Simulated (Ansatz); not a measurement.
## SiW3 (Im-3m), a film clamped to a substrate

These are results of DFT PBE, scalar-relativistic, plane waves, PAW in Ansatz 0.2.0, not measurements. Cutoff 420 eV, Γ-centred 14×14×14 k-points, Gaussian smearing of 0.15 eV. Spin–orbit coupling is left out, which matters for the heavy elements here. No spin polarisation. Energies are free energies at this smearing, counted from the undisturbed cell; pressure is positive in compression.

Reference structure (relaxed at this level; it needn't be the usual structure):

```xyz
4
Lattice="-2.6038 2.6038 2.6038 2.6038 -2.6038 2.6038 2.6038 2.6038 -2.6038" Properties=species:S:1:pos:R:3 pbc="T T T"
Si    0.0000    0.0000    0.0000
W     0.0000    0.0000    2.6038
W     0.0000    2.6038    0.0000
W     2.6038    0.0000    0.0000
```

The cell (4 atoms, V0 = 70.61 Å³) is strained by p along both x and y and by q along z, fractional coordinates fixed. τp = (1/V0) ∂E/∂p = (σxx + σyy)(1 + p)(1 + q) and τq = (1/V0) ∂E/∂q = σzz(1 + p)², with tension positive.

| p | q | ΔE (meV/atom) | τp (GPa) | τq (GPa) |
| --- | --- | --- | --- | --- |
| 0.000 | 0.000 | 0.00 | -0.04 | -0.02 |
| -0.025 | 0.000 | 36.61 | -27.78 | -4.25 |
| 0.025 | 0.000 | 30.32 | 21.06 | 4.26 |
| 0.000 | -0.025 | 15.03 | -4.54 | -11.39 |
| 0.000 | 0.025 | 12.50 | 4.02 | 8.70 |

Question: Get the second derivatives of the energy density.

Answer: Central differences give A = ∂τp/∂p = 977 GPa (C11 + C22 + 2 C12), C = ∂τq/∂q = 402 GPa (C33) and the cross term B = ∂τq/∂p = 170 GPa (C13 + C23); ∂τp/∂q = 171 GPa must equal B, and any difference shows higher-order terms. The ions are clamped. In a cubic crystal C11 = C = 402, C12 = B/2 = 85 GPa and A should be 2(C11 + C12) = 974 GPa; the bulk modulus is (C11 + 2 C12)/3 = 191 GPa.

Question: A film of this crystal grows with z along the normal on a substrate that imposes p. How does its thickness respond, and what does the misfit cost?

Answer: Count p and q from the stress-free cell. A free surface needs τq = 0, so q = −(B/C) p = -0.42 p. The energy density left is (A − B²/C) p²/2 = M p², with the biaxial modulus M = 452 GPa; a misfit of 1 % costs 4.98 meV/atom, against 5.38 meV/atom if the thickness were held.

At p = -0.050 the energies along q are 277.8 (q = -0.050), 199.9 (q = -0.025), 160.5 (q = 0.000), 151.1 (q = 0.025), 164.8 (q = 0.050) meV/atom.

Question: Does the linear rule hold at this misfit?

Answer: A parabola through the lowest point and its neighbours has its minimum at q = 0.023, 151.0 meV/atom. With the stress left in the starting cell, τp0 and τq0, linear elasticity gives q = −(τq0 + Bp)/C = 0.021 and E = V0(τp0 p + τq0 q + Ap²/2 + Bpq + Cq²/2)/N = 124.8 meV/atom. The energies differ by more than a tenth, so the quadratic law fails here: the gap holds the anharmonic part, with some error from the wide steps. Cubic terms also shift the vertex of so wide a parabola.

In a metal these slopes depend on the k mesh and the smearing.

The crystal is stiff along the cube axes but couples them weakly, so a film compressed in the plane thickens only modestly and this relaxation recovers little of the misfit energy. The geometry explains this: the atoms occupy a simple cubic framework whose shortest Si–W and W–W contacts run along the axes. Axial strain changes these contacts directly, whereas central forces between nearest neighbours contribute nothing to C12, which must come from farther neighbours and the response of the metallic electrons to volume.

Holding the fractional coordinates fixed costs nothing here, since every atom sits on an inversion centre that these strains preserve, unless the lattice distorts spontaneously. Compression costs more than equal extension along both strain paths, as expected from steepening short-range repulsion. At the large compressive misfit the linear rule therefore still gives a useful thickness but underestimates the energy. Resistance to shear between the cube axes, a likely weak point of such an open framework, remains untested, so the positive moduli found don't establish mechanical stability.
